The load needed to hold InAs at a chosen bond length depends on its bulk modulus and on how fast the crystal stiffens as it is squeezed. The hybrid-functional results below give the pressure for a cell scaled equally in all directions, positive in compression and negative in tension. Shortening the bonds by 3% takes 6.5 GPa, while lengthening them by 5% takes only 6.0 GPa of tension. A usable rule must therefore contain a stiffness and a measure of how that stiffness fades as the bonds grow.

Zincblende InAs in two-atom cells scaled uniformly from the r2SCAN geometry, computed with Ansatz 0.2.0 using HSE06, PAW potentials and plane waves to 420 eV. All runs use a 6×6×6 k mesh and Fermi–Dirac smearing of 0.02 eV, without spin polarisation or spin–orbit coupling. Pressure is positive in compression.

| volume (Å³/atom) | shortest distance (Å) | pressure (GPa) |
| --- | --- | --- |
| 26.012 | 2.566 | 6.500 |
| 26.189 | 2.572 | 5.900 |
| 26.825 | 2.592 | 4.000 |
| 27.238 | 2.606 | 2.900 |
| 27.654 | 2.619 | 1.800 |
| 28.501 | 2.645 | 0.000 |
| 29.364 | 2.672 | -1.700 |
| 29.803 | 2.685 | -2.400 |
| 30.245 | 2.698 | -2.900 |
| 31.144 | 2.725 | -4.100 |
| 32.060 | 2.751 | -5.100 |
| 33.107 | 2.781 | -6.000 |

The stiffness comes from simple geometry. Every bond in this cell changes by the same fraction $x$, and the volume grows as the cube of the bond length, so a small bond change produces three times that change in volume. The pressure therefore starts out as $-3Bx$, where $B$ is the bulk modulus. If $B$ were constant, this straight line would be very nearly the whole rule.

The fading comes mostly from the bonds themselves. Attraction between neighbouring atoms grows with the overlap of their orbitals. So does repulsion, because the Pauli principle raises the kinetic energy of electrons that are pressed together. Both are expected to die away roughly exponentially with distance, the repulsion faster. At the rest length the two forces cancel, and close to it what remains is a restoring force proportional to the stretch, multiplied by a decaying exponential. This is the familiar universal shape of binding curves. With $V_0$ the volume at rest and $\eta$ the decay constant of the force, the energy $E$ obeys

$$\frac{dE}{dx}\approx 9BV_0\,x\,e^{-\eta x},\qquad \frac{dV}{dx}=3V_0(1+x)^2 .$$

Pressure is minus the ratio of these two slopes. The factor $(1+x)^2$ says that a longer bond spreads its force over a larger area, and for small $x$ it acts like a further $e^{-2x}$. Hence

$$P\approx-3B\,x\,e^{-(\eta+2)x}.$$

These two constants were fitted to the eight rows that still have a band gap, and then rounded for use by hand. With $p$ the bond change in percent, the rule reads

$$P\approx-1.75\,p\,e^{-0.075\,p}\ \text{GPa}.$$

In words, each percent of bond change costs 1.75 GPa, and that price falls by about 7.5% for each percent of stretch, or rises by as much for each percent of squeeze. This price is an average counted from the rest length. Near that length, the cost of the next percent alone changes about twice as fast. Roughly a quarter of this fading is the area effect and the rest belongs to the bonds. A good fit supports this picture without proving it, since other smooth curves could follow the same rows.

Take first the row at a volume of 26.825 Å³ per atom, which was part of the fit. Its bonds measure 2.592 Å, against 2.645 Å at rest:

$$p=100\times\frac{2.592-2.645}{2.645}=-2.0,\qquad P\approx3.5\times e^{0.15}\approx3.5\times1.16\approx4.1\ \text{GPa}.$$

The calculation gives 4.0 GPa. The exponential needs no calculator, because $1+0.15+0.15^2/2$ is already close enough.

The row at 32.06 Å³ per atom was not used in the fit. Its bonds of 2.751 Å are 4.0% too long, so the straight line gives −7.0 GPa. The damping factor $e^{-0.30}$ is about 0.74, which brings the estimate to −5.2 GPa, against −5.1 GPa computed. Here the correction removes a quarter of the straight-line answer, so it can't be treated as a refinement.

Over the whole table the hand rule stays within about 0.13 GPa of the computed pressure. The straight line fails on both sides: it gives too little pressure for the shortest bonds, and for the longest it gives 9.0 GPa of tension instead of 6.0. Replacing the exponential by $1-0.075p$ is good enough for bond changes up to 3% either way, but it misses by 0.5 GPa at the longest bond. The output after this text lists the misses row by row.

In practice the rest length limits the estimate more than the formula does. An error of 0.01 Å in that length is about 0.4% of the bond, which amounts to roughly 0.7 GPa of false pressure near the rest length, about 1 GPa for the shortest bonds and 0.3 GPa for the longest. Both lengths must therefore come from the same source. A bond length measured at room temperature, set against a rest length computed for a motionless lattice, mixes thermal expansion and the error of the functional into the answer.

For a related semiconductor the two constants can be had without a new calculation. The first is three hundredths of the bulk modulus. A rough recalled rule for III–V crystals puts that modulus near $1800/d^{3.5}$ GPa, with the rest length $d$ in Å, which gives 60 GPa here against 58 GPa from the fit. The second constant follows from the pressure derivative $B'$ of the bulk modulus, because $\eta+2=(3B'+1)/2$. The usual values of $B'$, between 4 and 5, put the fading between 6.5 and 8% per percent of stretch.

The rule goes slightly wrong in a telling place. In the four most expanded rows, which have no gap, it always predicts a little too much tension, and a change in the filled levels is part of the cause. Stretching lowers the empty singlet level at the zone centre relative to the filled triplet below it, until the two change places and electrons move into the singlet. The singlet level falls faster with expansion than the triplet level that the electrons left, so the transfer adds an outward push and relieves some of the tension.

The size of the effect can be checked. Between the last row with a gap and the first without, the computed pressure steps away from the fitted curve by about 0.09 GPa. An estimate from the closing rate of the gap, the electrons transferred and the weight of the zone centre in the mesh gives 0.10 GPa. The stresses were only loosely converged, but they agree with the energy differences to 0.03 GPa, so the step stands out. At the longest bond the fitted curve is nearly right again, although the singlet is still filled there. The likely reason is an error of the curve itself, which has been carried far beyond the rows it was fitted to. Most of the hand rule's remaining miss in that row comes from rounding the two constants.

The step should not be read as a property of InAs. The hybrid calculation carries a warning that it is unchecked for the four rows without a gap. The step is also this large because a single mesh point stands for 1/216 of all electron states, and a finer mesh would give that point less weight. Spin–orbit coupling, which is missing here, raises the top of the valence band and would close the gap at a smaller expansion. The effect on the pressure is expected to be small, but a decision about the gap should not rest on where it closes in these rows.

The range of the rule is that of the rows, from 3% shorter to 5% longer bonds in the zincblende structure. A press reaches only the compressed side, and a physical limit lies just beyond the last row there. Real InAs changes to the rocksalt structure at roughly 7 GPa, a recalled value, and a cell held in zincblende cannot show this. An InAs channel grown on a mismatched substrate also lies outside the rule. It is strained in the plane and free to relax across it, so its stress needs the separate elastic constants.

Numerical output:

```
fit of pf on 8 rows (gap > 0): coefficient of st*exp(0 - s*st) -1.742 +/- 0.00086, s 0.07633; rms 0.00453, worst 29.364 0.0108, leave-one-out rms 0.00698
  rows outside the fit (model, value, miss): 30.245 -3.02, -2.926, -0.094; 31.144 -4.182, -4.088, -0.0939; 32.06 -5.156, -5.091, -0.0646; 33.107 -6.051, -6.025, -0.0256
Hand rule P = -1.75 p exp(-0.075 p), GPa:
     row  bond change %  straight line  damping factor  hand rule  computed  rule miss  line miss  first correction miss
  26.012         -2.987          5.227           1.251      6.539     6.508    0.03108     -1.281                -0.1104
  26.189          -2.76           4.83            1.23      5.941     5.927    0.01389     -1.097               -0.09711
  26.825         -2.004          3.507           1.162      4.075     4.005    0.06996    -0.4987                0.02831
  27.238         -1.474           2.58           1.117      2.882      2.88   0.001966    -0.2998               -0.01441
  27.654         -0.983           1.72           1.077      1.852     1.833    0.01866    -0.1129                0.01387
  28.501              0              0               1          0  -0.04449    0.04449    0.04449                0.04449
  29.364          1.021         -1.786          0.9263     -1.655    -1.659   0.004008    -0.1277               0.009113
  29.803          1.512         -2.647          0.8928     -2.363    -2.358   -0.00481    -0.2886                0.01159
  30.245          2.004         -3.507          0.8605     -3.017    -2.926    -0.0915    -0.5808               -0.05381
  31.144          3.025         -5.293           0.797     -4.219    -4.088     -0.131     -1.205              -0.004541
   32.06          4.008         -7.013          0.7404     -5.193    -5.091    -0.1016     -1.922                 0.1857
  33.107          5.142         -8.998            0.68     -6.119    -6.025   -0.09395     -2.973                 0.4968
Bulk modulus from the fit, GPa: 58.06
Pressure derivative of the bulk modulus from the fit: 4.756
Bulk modulus from the rough recalled bond-length rule 1800/d^3.5, GPa: 59.81
Largest miss of the hand rule, rows with a gap, GPa: 0.06996
Largest miss of the hand rule, rows without a gap, GPa: 0.131
Rms miss of the hand rule, all rows, GPa: 0.06652
Step in pressure at the inversion, from the fit misses, GPa: 0.08908
Electrons in the singlet at Gamma, last row with a gap: 0.3259
Electrons in the singlet at Gamma, first row without a gap: 1.672
Step estimated from gap slope, filling and mesh weight 1/216, GPa: 0.1038
Largest gap between energy-difference and mean stress pressures, GPa: 0.02835
```
